A metal surface can hold electron levels of its own, which live in the outermost planes of atoms and fade towards the interior. They matter in practice because an arriving molecule meets them first. This problem looks for them in a thin slab of TaRh3 that ends in a plane of pure rhodium on both faces.

Kohn-Sham levels of a relaxed seven-plane TaRh3(100) slab, computed with Ansatz 0.2.0 using PBEsol, spin-orbit coupling, PAW datasets, a 420 eV plane-wave cutoff, a Gamma-centred 9×9×1 k mesh and Gaussian smearing of 0.1 eV. Outer orbital weights are Löwdin weights on the two outer planes of both faces together, averaged over levels within 1.5 meV and not renormalised.

```csv
point label,point a (reciprocal cell vectors),point b (reciprocal cell vectors),level b1 from the Fermi level (eV),outer orbital weight b1,level b2 from the Fermi level (eV),outer orbital weight b2,level a1 from the Fermi level (eV),outer orbital weight a1
X,0.5000,0.0000,-0.180,0.520,-0.180,0.520,0.050,0.600
between,0.4167,0.0000,-0.190,0.560,-0.190,0.560,0.130,0.620
between,0.3333,0.0000,-0.240,0.650,-0.240,0.650,0.090,0.700
between,0.2500,0.0000,-0.020,0.590,-0.020,0.590,0.060,0.290
between,0.1667,0.0000,-0.080,0.740,-0.080,0.740,0.040,0.720
between,0.0833,0.0000,-0.090,0.790,-0.090,0.790,0.030,0.820
G,0.0000,0.0000,-0.250,0.560,-0.250,0.560,0.010,0.680
between,0.0833,0.0833,-0.060,0.770,-0.060,0.770,0.110,0.630
between,0.1667,0.1667,-0.070,0.660,-0.070,0.660,0.170,0.720
between,0.2500,0.2500,-0.130,0.870,-0.130,0.870,0.250,0.810
between,0.3333,0.3333,-0.160,0.920,-0.160,0.920,0.170,0.760
between,0.4167,0.4167,-0.010,0.800,-0.010,0.800,0.130,0.760
M,0.5000,0.5000,-0.200,0.520,-0.200,0.520,0.300,0.360
between,0.5000,0.4167,-0.070,0.680,-0.070,0.680,0.100,0.490
between,0.5000,0.3333,-0.040,0.640,-0.040,0.640,0.020,0.700
between,0.5000,0.2500,-0.260,0.750,-0.260,0.750,0.100,0.590
between,0.5000,0.1667,-0.020,0.470,-0.020,0.470,0.360,0.580
between,0.5000,0.0833,-0.320,0.590,-0.320,0.590,0.210,0.580
```

Each row is one wave vector along the surface, given by point a and point b. G is the centre of the surface zone, M its corner and X the middle of an edge. Levels b1 and b2 are the two nearest below the Fermi level, and a1 is the nearest above it. The outer orbital weight is the share of a level found on the two outermost planes of each face, four of the seven planes in all.

**(a) Levels b1 and b2 agree in every row. Are there two bands?**

*Solution.* There is one band, counted twice. The slab carries no magnetic moment, so reversing time turns a level into a partner with opposite spin and opposite wave vector. The slab also looks the same when inverted through its centre, and inversion brings the partner back to the original wave vector. Every level with spin-orbit coupling therefore comes as a pair, a Kramers doublet. The equal weights are no separate proof of this, because weights are averaged over levels that lie so close together.

**(b) Is the distance from b1 to a1 a band gap, and which digits of the energies can be trusted?**

*Solution.* It is not a gap. Level b1 lies below the Fermi level and a1 above it by definition, so a band that crosses simply changes its name from one row to the next. The same calculation finds a metal. For the same reason, the jumps of b1 between M and X, from −0.04 to −0.26 and then to −0.02 eV, need not trace one band.

Energies and weights are rounded to two decimals, so the zero printed in the third place carries no information. The second decimal describes this run, but close to zero it doesn't settle on which side of the Fermi level a level would lie with other settings, because the Fermi level itself can move with the k mesh and the smearing. The occupations are smeared over 0.1 eV, and half of the b1 levels are within that distance of the Fermi level. At G, a1 lies at +0.01 eV and is still about 44 % filled. A small shift of the Fermi level would turn it into a level "below".

**(c) At X, G and M the weight of b1 is 0.52 to 0.56. Does more than half on the outer planes mean a surface level?**

*Solution.* It does not, because the outer planes are most of this slab. They hold 8 of its 14 atoms, so a level spread evenly over all atoms would score $8/14 \approx 0.57$. The three values lie slightly below that and show no preference for the surface.

**(d) How high can the weight of an ordinary interior level be?**

*Solution.* An electron confined to the slab forms standing waves across it, like a string with seven equal beads and fixed ends. Some beads swing widely and others little or not at all, so the density is uneven although nothing binds it to the ends. The analogy covers only the pattern across the slab. The string has one kind of bead and no d orbitals.

Let $j$ number the planes from 1 to 7 and $m$ the half waves that fit across the slab. The share on plane $j$ is

$$p_j = \tfrac14 \sin^2\!\left(\frac{\pi m j}{8}\right),$$

where the factor ¼ makes the seven shares add up to one. For $m=2$ the squared sine is ½ on planes 1 and 7 and 1 on planes 2 and 6. The outer weight is then

$$\tfrac14\left(\tfrac12 + 1 + 1 + \tfrac12\right) = 0.75 .$$

This is the highest value of all seven waves, and the lowest is 0.32. A weight of 0.70 may look like a surface level, yet a plain standing wave can reach even more.

**(e) Which levels exceed this ceiling, and what could hold them at the surface?**

*Solution.* Five b1 levels exceed it, and four of them lie between G and M. The highest, 0.92, is at (0.3333, 0.3333). Three of the four a1 levels above the ceiling lie on the same line, but two of these reach only 0.76. Like the b1 level at 0.77, they lie too close to the ceiling of so simple a model to mean much. The other high values, one b1 and one a1, are both at (0.0833, 0.0000).

Theory offers a cause. An outermost atom has lost the neighbours on its vacuum side, which shifts its d levels and narrows their spread. If a shifted level falls at an energy where the interior has no wave with the same wave vector along the surface, it cannot travel inwards and fades with depth. That is a surface state. If the interior does have such a wave, the level generally leaks into it and becomes a surface resonance, unless a difference in symmetry keeps the two apart.

The interior bands that would separate the two cases were not calculated for this table. Why the line from G to M is favoured therefore stays open.

The standing-wave model has no adjustable constant. Of the 36 weights of b1 and a1, nine lie above its range and one, 0.29, lies below it. That the other 26 fall inside is weak support, since the range is wide. The weights also miss whatever spills into the vacuum or into orbitals outside the projection. This can explain a low value but not a high one. Two cautions apply to all rows. The run warned that its exchange-correlation potential is rough where the electron density is thin, so levels that reach far into the vacuum are less certain. The slab also keeps the smallest surface cell, and a face that rearranged its atoms into a larger pattern could carry other levels.

**(f) Does a weight of 0.92 prove a surface state?**

*Solution.* It does not, because the seven planes are not equal. Planes 1, 3, 5 and 7 are pure rhodium, while planes 2, 4 and 6 hold tantalum and rhodium. A standing wave can gather on one kind of plane if the two kinds differ in energy.

Take again the wave with $m=2$, which is at rest on the middle plane. If it lived on the mixed planes alone, only planes 2 and 6 would carry it. Both count as outer, so its weight would be 1. If it lived on the rhodium planes alone, its weight would be ½. For a share $s$ on the mixed planes, the observed value requires

$$s + \tfrac12(1-s) = 0.92, \qquad s = 0.84 .$$

The mixed planes hold 6 of the 14 atoms, so this wave would need about twice their fair share. That is a strong demand, but the table does not exclude it, because its weight lumps each rhodium face with the mixed plane beneath. The demand may also be softer than it looks. The model gives the outermost planes the same levels as the planes of their kind inside. If the outermost levels are shifted, even too little to bind an electron, some ordinary waves are expected to swing more widely near the faces. The b1 level at (0.3333, 0.3333) is the best candidate for a surface state or resonance, and no more than that. Weights listed plane by plane would show whether it sits on the face or just under it.

**(g) What would change if the slab had fifteen planes instead of seven?**

*Solution.* The interior would grow while the surface stayed the same. A standing wave has to spread over all the planes, so its share on the outer four must fall. In the model the ceiling drops from 0.75 to 0.39 for equal planes, and from 1 to 0.50 for alternating ones. A true surface state fades within a fixed depth and would nearly keep its weight, provided it already dies out before the middle of the thin slab.

A resonance would behave differently again. It mixes with interior waves, and a thicker slab offers more of them at nearby energies, so its weight would be divided among several levels. The useful test is therefore how the weight changes with thickness, not how large it is in one thin slab. That calculation is not in the table.

The output below gives the four distinct standing-wave weights and the averages along each line of the path.

Numerical output:

```
outer weight of an evenly spread state: 0.5714
outer weight of standing wave, mode 1 or 7: 0.3232
outer weight of standing wave, mode 2 or 6 (highest): 0.75
outer weight of standing wave, mode 3 or 5: 0.6768
outer weight of standing wave, mode 4: 0.5
mean b1 weight at X, G and M: 0.5333
mean b1 weight inside G-M: 0.804
mean b1 weight inside G-X: 0.666
mean b1 weight inside M-X: 0.626
number of b1 weights above the uniform standing-wave ceiling: 5
number of these inside G-M: 4
number of a1 weights above the uniform standing-wave ceiling: 4
number of these a1 weights inside G-M: 3
highest b1 weight less the uniform ceiling: 0.17
share on TaRh planes that a standing wave needs for the highest b1 weight: 0.84
highest standing-wave outer weight for fifteen equal planes: 0.3862
highest standing-wave outer weight for fifteen alternating planes: 0.5
highest b1 level on the path in eV: -0.01
lowest a1 level on the path in eV: 0.01
smallest a1 - b1 separation at one point in eV: 0.06
number of b1 levels within 0.1 eV of the Fermi level: 9
number of a1 levels within 0.1 eV of the Fermi level: 7
filling of the lowest a1 level with 0.1 eV gaussian smearing (small-argument form): 0.4436
```
